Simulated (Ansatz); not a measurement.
## Ge: energy above lowest point against volume scale

Free energy against uniform scaling of the volume at fixed shape and fractions; periodic cell, basis, potentials, k mesh and filling as listed. The results are calculated, by Ansatz 0.2.0.

The cell before it is scaled or strained (space group P6_3mc, No. 186):
```
cell vectors (Å)
   4.0504     0.0000     0.0000
  -2.0252     3.5078     0.0000
   0.0000     0.0000    10.9934
atoms (fractions of the cell vectors)
Ge  0.00000  0.00000  0.97745
Ge  0.00000  0.00000  0.47745
Ge  0.33333  0.66667  0.91485
Ge  0.66667  0.33333  0.41485
```

Settings of every row: functional PBEsol; dispersion none; potentials PAW; wave cutoff 500 eV; density cutoff 2000 eV; k mesh 7x7x2; k shift 0x0x0; occupations gaussian; smearing width 0.15 eV; spin none.

Limits: a layered crystal: even scaling strains the bonds within the layers, so this curve is stiffer than the crystal under pressure; coarse k mesh, up to 40 meV an atom off; the cell comes from a prototype or a list of computed structures and needn't be the stable phase.

| row | volume scale | V (Å³/atom) | energy above lowest point (meV/atom) |
| --- | --- | --- | --- |
| 1 | 0.88 | 34.363 | 22 |
| 2 | 0.92 | 35.925 | ? |
| 3 | 0.96 | 37.487 | 0 |
| 4 | 1 | 39.049 | 10 |
| 5 | 1.04 | 40.61 | 29.9 |
| 6 | 1.08 | 42.172 | 57.6 |
| 7 | 1.12 | 43.734 | 91.1 |

Question: what energy above lowest point should row 2 give?

Worked fit of energy above lowest point. Take u = (V_r/V)^(2/3) − 1 with V_r = 39.829 Å³ an atom, which is twice the finite (Eulerian) strain; such expansions in the strain, on which the Birch-Murnaghan equation of state is built, carry the rest volume and the bulk modulus. The shown rows have u = 0.10342, 0.04123, 0.01327, -0.01286, -0.03739, -0.06045. Least squares give energy above lowest point = 18.88 − 766.13 × u + 7318.2 × u² + 3695 × u³ meV/atom; a parabola predicts inner rows, each left out in turn, worse (root mean square 0.59 against 0.056 meV/atom). All shown rows lie on it to the printed digit. Its lowest point lies at u = 0.0504, or V = 37 Å³ an atom, and the curvature there gives the bulk modulus at fixed shape and fractions, B = (4/9)(1 + u)² E″(u)/V = 33.5 GPa. Letting shape and atoms relax would as a rule lower it, by much in layered, chain or molecular crystals. The withheld row has u = 0.07119, so the fit gives 18.88 − 766.13 × (0.07119) + 7318.2 × (0.07119)² + 3695 × (0.07119)³ = 2.8 meV/atom.

The calculation gave 2.8 meV/atom. The fit meets it to the printed digit.
